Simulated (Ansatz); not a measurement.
C: pressure against volume scale

All results are calculated (Ansatz 0.2.0). Free energy against uniform scaling of the volume at fixed shape and fractions; periodic cell, basis, potentials, k mesh and filling as listed.

The cell before it is scaled or strained (space group Fd-3m, No. 227):
```
C
1.0
      0.0000     1.7834     1.7834
      1.7834     0.0000     1.7834
      1.7834     1.7834     0.0000
C
2
Direct
  0.00000 0.00000 0.00000
  0.25000 0.25000 0.25000
```

Settings of every row: functional m-r2SCAN; dispersion none; potentials PAW; wave cutoff 380 eV; density cutoff 1520 eV; k mesh 9x9x9; k shift 0x0x0; occupations fixed; smearing width 0 eV; spin none.

Limits: cutoff under the advised one.

```
row  volume scale  V (Å³/atom)  pressure (GPa)  energy above lowest point (meV/atom)
  1          0.88        4.991           68.59                                 125.7
  2          0.92        5.218           40.24                                  49.4
  3          0.96        5.445           16.74                                   9.5
  4             1        5.672               ?                                     ?
  5          1.04        5.899          -18.78                                  15.6
  6          1.08        6.126           -32.1                                    52
  7          1.12        6.353          -43.07                                 105.6
```

Question: what pressure should row 4 give?

Worked fit of pressure. Take u = (V_r/V)^(2/3) − 1 with V_r = 5.672 Å³ an atom, which is twice the finite (Eulerian) strain; such expansions in the strain, on which the Birch-Murnaghan equation of state is built, carry the rest volume and the bulk modulus. The shown rows have u = 0.08901, 0.05719, 0.0276, -0.02582, -0.05004, -0.0728. Least squares give pressure = −2.687 + 662.25 × u + 1513.1 × u² + 491 × u³ GPa; a parabola predicts inner rows, each left out in turn, worse (root mean square 0.093 against 0.022 GPa). The rows lie off it by 0.00, 0.01, -0.01, 0.01, 0.00, 0.00. The pressure vanishes at u = 0.0040, or V = 5.638 Å³ an atom, and there the bulk modulus at fixed shape and fractions is B = −V dP/dV = (2/3)(1 + u) dP/du = 451 GPa. The withheld row has u = 0, so the fit gives −2.687 + 662.25 × (0) + 1513.1 × (0)² + 491 × (0)³ = -2.69 GPa.

The calculation gave -2.7 GPa. The fit lies 0.01 GPa (0.009 % of the column's range) above it, one unit of the last digit.

The other values of row 4: energy above lowest point 0 meV/atom.
